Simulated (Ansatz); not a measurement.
Calibrating wB97M-V/def2-TZVPP on molecular compounds of Si

The atomisation enthalpy at 298 K in kJ/mol of 8 molecular compounds of Si: x at wB97M-V/def2-TZVPP, y from tabulated heats of molecules and atoms (CRC Handbook of Chemistry and Physics, NIST-JANAF tables). Shapes, held fixed at every level: PBE0-D4/def2-TZVP. Computed values hold a harmonic thermal term (PBE0-D4/def2-TZVP) and the atoms' spin-orbit lowering. Programs: Ansatz 0.2.0.

| molecule | x (kJ/mol) | y (kJ/mol) |
| --- | --- | --- |
| SiI4 (SMILES I[Si](I)(I)I) | 954 | 987 |
| SiHI3 (triiodosilane) | 1042 | 1063 |
| SiH3I (SMILES [SiH3]I) | 1212 | 1213 |
| SiH2Br2 (dibromosilane) | 1297 | 1300 |
| SiH3Cl (chlorosilane) | 1371 | 1367 |
| SiH2F2 (SMILES F[SiH2]F) | 1809 | 1836 |
| SiF4 (silicon tetrafluoride) | 2350 | ? |
| Si(SiF3)F3 (hexafluorodisilane) | 3694 | 3760 |

**Question.** Fit y = c + s·x to the known rows and predict y for SiF4.

**Answer.** 
1. Means of the 7 rows: x = 1625.57, y = 1646.6.
2. Σ(Δx)² = 5447414, Σ(Δx·Δy) = 5554085, so the slope is 5554085/5447414 = 1.0196.
3. Intercept: 1646.6 − (1.0196) × 1625.57 = -10.8. The largest residual of the fit is 25.
4. SiF4: -10.8 + 1.0196 × 2350 = 2385 kJ/mol.

The tabulated heats give 2382 kJ/mol, so the prediction is off by +3 kJ/mol, within the largest residual. Uncorrected, wB97M-V/def2-TZVPP misses it by -32 kJ/mol, and the other rows by 22 on average. The line removes about 90 % of this miss. Si(SiF3)F3 lies far out in x and weighs most in the slope. Left out in turn, the other rows are missed by 23 kJ/mol on average, worse than no correction. The heats of SiI4, SiH3Cl, Si(SiF3)F3 come from older tables and can be uncertain by 10 kJ/mol or more. The molecules' own spin-orbit binding is left out, so errors for heavy halides read too negative. The tabulated values of SiHI3, SiH3I, SiH2Br2, SiH2F2 are in doubt (older tables, estimates, or at odds with other calculations) and kept here. For atoms past krypton def2 sets carry core potentials with scalar relativity. Relativity is left out for Br.

The computed atomisation enthalpy falls from 2350 kJ/mol in SiF4 to 954 kJ/mol in SiI4. Fluorine's compact 2p shell and high electronegativity give short, strongly polar bonds to silicon, whereas the diffuse 5p shell of iodine overlaps less well and gains less from charge transfer.

The error does not follow the same order. SiF4 and SiI4 are underbound by nearly the same amount despite their very different binding, so the shortfall is not a fixed fraction of the bond energy, as a slope would imply. In the fluorides, part of it probably comes from the triple-zeta basis, which has too few tight d functions on silicon and diffuse functions on fluorine to describe such polar bonds fully. In the iodides, the treatment of spin-orbit coupling is a likelier source.

The close hit for SiF4 therefore suggests that the line, steered by the other fluorine-rich molecule, happens to suit this target, rather than that it captures a general error for silicon. A correction per bond type would be the more physical form, but these few rows cannot establish one.
